**Question**

I want the scattering of Cu conduction electrons by a dilute Ni impurity, using Harrison's plane-wave to d coupling. Is the golden-rule width enough, or do I need a k-sum or a supercell? What does each cost, and where does the hybridisation gap come in?

**Answer**

The golden-rule width is exact on shell in this model. What you pay for is the level shift. For Harrison's V(k) with a sharp cutoff it has a closed form, so one evaluation gives the exact answer; for an isotropic V(k) without one, a staggered radial sum gets it far more cheaply than broadening does.

**Model**

Plane waves ε_k = ħ²k²/2mₑ in volume Ω couple to five d orbitals at E_d (orthonormal basis, no spin splitting, crystal field or Cu d band):

V_km = (4π r_d³/3Ω)^½ (ħ²k²/mₑ) Y₂m(k̂).

The angular integral makes the self-energy diagonal in m. With x = k/k_F, E = u²E_F and one electron per fcc atom (k_F³ = 12π²/a³),

Σ(E) = g E_F I, I = ∫₀^X x⁶ dx/(u² − x² + i0), g = 2r_d³k_F³/(3π²) = 8r_d³/a³.

The real part diverges as X⁵, so a cutoff X belongs to the model. Dividing out the polynomial,

I = −X⁵/5 − u²X³/3 − u⁴X + (u⁵/2) ln[(X+u)/(X−u)] − iπu⁵/2.

With Σ = Λ − iΓ/2 this gives Γ = πg u⁵E_F = ħ²k⁵r_d³/(3πmₑ), the golden-rule full width. Since G_d = 1/(E − E_d − Σ) and e^(2iη) = 1 − iΓG_d, the exact d phase shift obeys

S ≡ sin²η = (Γ/2)²/[D² + (Γ/2)²], D = E_d + Λ(E) − E.

The target is S at E_F, which fixes the residual resistivity.

Typical inputs: a = 3.61 Å for Cu, r_d = 0.71 Å for Ni. Assumed: a resonance E_r = E_d + Λ(E_r) at 0.86 E_F, and X = 5/4, near the sphere of zone volume (2^⅓ = 1.26). Carrying unrounded values: k_F = 1.360 Å⁻¹, E_F = 7.05 eV, g = 0.06086, E_r = 6.06 eV, Γ(E_r) = 0.925 eV, Γ(E_F) = 1.348 eV, Λ(E_r) = −0.618 eV, Λ(E_F) = −0.606 eV, E_d = 6.68 eV, D = −0.975 eV, and the model's exact S = 0.3232.

Small changes propagate as δS/S = 2(1−S)(δΓ/Γ − δ|D|/|D|), with 2(1−S) = 1.354. As D < 0, a change δRe I contributes 2(1−S)gE_F δRe I/|D| = 0.595 δRe I.

**The gap**

For one k, rotate the d axis onto k̂. Only m = 0 survives, with Y₂₀ = (5/4π)^½, so the 6×6 problem is a 2×2 block plus four untouched d levels. For one Ni per M sites, Ω = Ma³/4, and at the crossing with the d level, placed at E_r, the block splits by 2|V_k0| = 4E_r(5g/6M)^½ = 5.46 eV/√M in this model. That is a splitting at fixed k, not a gap in the density of states, and it vanishes for a single impurity. Give the d level the width Γ supplied by the other plane waves: the eigenvalues become E_r − iΓ/4 ± (V_k0² − Γ²/16)^½, whose real parts merge for M > (4V_k0√M/Γ)² = 140. As an estimate, a smaller supercell describes an impurity band rather than a resonance.

**A. Golden rule**

One evaluation, O(1) memory, no convergence parameter. It has to be handed E_r; with the bare E_d it gives S = 0.77. A0 is the fixed Lorentzian, using Γ(E_r), which is 0.86^(5/2) = 0.686 of Γ(E_F). A1 uses Γ(E_F) and only freezes Λ, so |D| is too large by Λ(E_F) − Λ(E_r) = 0.012 eV, or 1.2 %.

**B. Broadened sum**

Given E_d, replace I by a trapezoid sum over N shells of spacing h = X/N at u² = 1 + is (s in units of E_F), and read both Λ and Γ from it. Two deviations compete.

Bias: δI = is dI/d(u²), with dI/d(u²) = 0.707 − 3.927i. So δRe I = 3.927s, δΓ/Γ = −0.450s, and δS/S = αs with α = 1.73.

Ripple: h Σ_j 1/(u − jh) = π cot(πu/h) = −iπ(1+w)/(1−w), w = e^(2πiu/h), where the continuum gives −iπ. With a node at k_F and Im u ≈ s/2, w ≈ e^(−λs), λ = πN/X, so δΓ/Γ ≈ 2w and δS/S = βe^(−λs) with β = 4(1−S) = 2.71. A shifted mesh turns the phase of w; this alignment keeps the ripple from cancelling the bias by luck.

Minimising αs + βe^(−λs) gives s* = ln(βλ/α)/λ and ε = (α/λ)[1 + ln(βλ/α)], which falls as ln N/N.

The work comes in three versions. Radial sum: N kernel evaluations, O(1) memory. Cubic k mesh of the same spacing, needed once the host is anisotropic: P = (4π/3)N³ points, O(1) memory. Dense diagonalisation of the equivalent supercell at one k point: order P³ operations and P² words, for the same Σ = E + isE_F − E_d − 1/G_d. Up to logarithms the work is ε⁻¹, ε⁻³ and ε⁻⁹, and the dense memory ε⁻⁶.

The mesh has the same bias but a much weaker ripple. In the Poisson sum each nearest image, at R = 2π/h = 2λ, adds −i·4π|Y₂m(R̂)|² w/(uR) relative to the on-shell term, at leading order in 1/R. The six of them give 15|w|/R for e_g, nothing for t₂g and 6|w|/R averaged over m, which is 0.024|w| at N = 50 against the radial 2w. For real w the term enters Λ rather than Γ. With the m average and the worst phase of w, β becomes b/λ with b = 3[(0.595π/2)² + 1.354²]^½ = 4.94. The logarithm is then a constant, and ε = (α/λ)[1 + ln(b/α)] ≈ 2α/λ ≈ 1.4/N for mesh and dense supercell alike. This is an estimate: farther images have unrelated phases and a similar total size, and they change the constant but not the 1/N law.

**C. Staggered sum with the golden-rule width**

Keep the analytic Γ(E_F) and sum only Λ, at s = 0, on midpoints x_j = (j − ½)h with k_F on a cell boundary (N a multiple of 5). The cotangent becomes −π tan(π/h) = 0, so the pole cancels pairwise as in a principal value. What remains is the Euler–Maclaurin end term. With f = x⁶/(1 − x²), f′(0) = 0 and f′(X) = −2.411,

δRe I = −h²f′(X)/24 + O(h⁴), ε ≈ 0.0935/N².

Work N ∝ ε^(−½), memory O(1). It needs an isotropic band.

**Numbers**

Deviation = (S − S_exact)/S_exact, from the actual sums. Work counts kernel evaluations, complex ones for B; memory is O(1) in every row.

```
method   setting              work    deviation
A0       Γ(E_r)               1       −44.3 %
A1       Γ(E_F)               1       −1.60 %
B        N=50,   s=0.04       50      +8.6 %
B        N=200,  s=0.013      200     +2.6 %
B        N=1000, s=0.0033     1000    +0.64 %
C        N=5                  5       +0.52 %
C        N=10                 10      +0.105 %
C        N=20                 20      +0.024 %
C        N=40                 40      +0.0059 %
```

The values of s are s* rounded. The same N without spherical symmetry, where the estimate 1.4/N gives 2.8 %, 0.7 % and 0.14 % with s optimised for the mesh:

```
N       mesh work P    dense work P³    dense memory P²
50      5.2×10⁵        1.4×10¹⁷         2.7×10¹¹
200     3.4×10⁷        3.8×10²²         1.1×10¹⁵
1000    4.2×10⁹        7.3×10²⁸         1.8×10¹⁹
```

The N = 50 supercell holds M = 2P/X³ = 5.4×10⁵ atoms, so closing the gap at M ≈ 140 is nowhere near convergence.

**Cheapest choice for a stated accuracy**

In this model the closed form of I turns E_d into Λ(E_F) and the exact S in one evaluation, so it is cheapest at any accuracy and best in any budget. The two lists below rank the remaining methods, for a V(k) that has no closed form, with this model as the test case.

- 2 %: A1, one evaluation. A0 costs the same and is worse here.
- 1 %: C with N = 5. Radial B needs N ≈ 6.0×10² by its law; a cubic mesh needs N ≈ 1.4×10², about 1.2×10⁷ points, by the mesh estimate.
- 0.2 %: C with N = 10.
- 0.01 %: the law asks for N > 30.6, hence C with N = 35, which gives 0.0077 %.

**Best choice inside a budget**

- 1 evaluation: A1, 1.6 %.
- 10 evaluations: C, 0.105 %.
- 10³ evaluations: C, relative deviation 9.3×10⁻⁸ by its law, against 0.64 % for B.
- 10⁶ points on a cubic mesh: B with N ≈ 62, about 2.3 % by the mesh estimate, comparable to A1 here.
- 10¹² dense operations: P = 10⁴, N ≈ 13, ε of roughly 0.1 by the same estimate. Any sum beats it.

**How far to trust this**

A1 does well because Λ is nearly flat between E_r and E_F for X = 5/4. With X = 3/2 at the same E_r the exact S drops by 14 % to 0.277, while A1 stays at 0.318 and is then 15 % high. So the cutoff, that is the true fall-off of V at large k, moves S far more than the deviation of any C row, and refining C beyond N = 5 or 10 improves the solution of the model only.

With d scattering alone the transport cross-section (4π/k_F²) Σ_l (l+1) sin²(η_l − η_{l+1}) is 20πS/k_F², and ρ = ħk_F cσ_tr/e² = 20πħcS/(e²k_F) = 19.0 S μΩ cm per at.%. The model's value is 6.1 μΩ cm per at.%. As typical knowledge, not a measurement, Ni in Cu adds a little over 1 μΩ cm per at.%, so the model is high by a factor of about 5, which points to too large a ratio Γ/|D| at E_F; for small S that ratio enters squared. For alloyed Cu wiring, use A1 for trends, confirm with a ten-point C, and spend the remaining effort on V(k) and the host d band.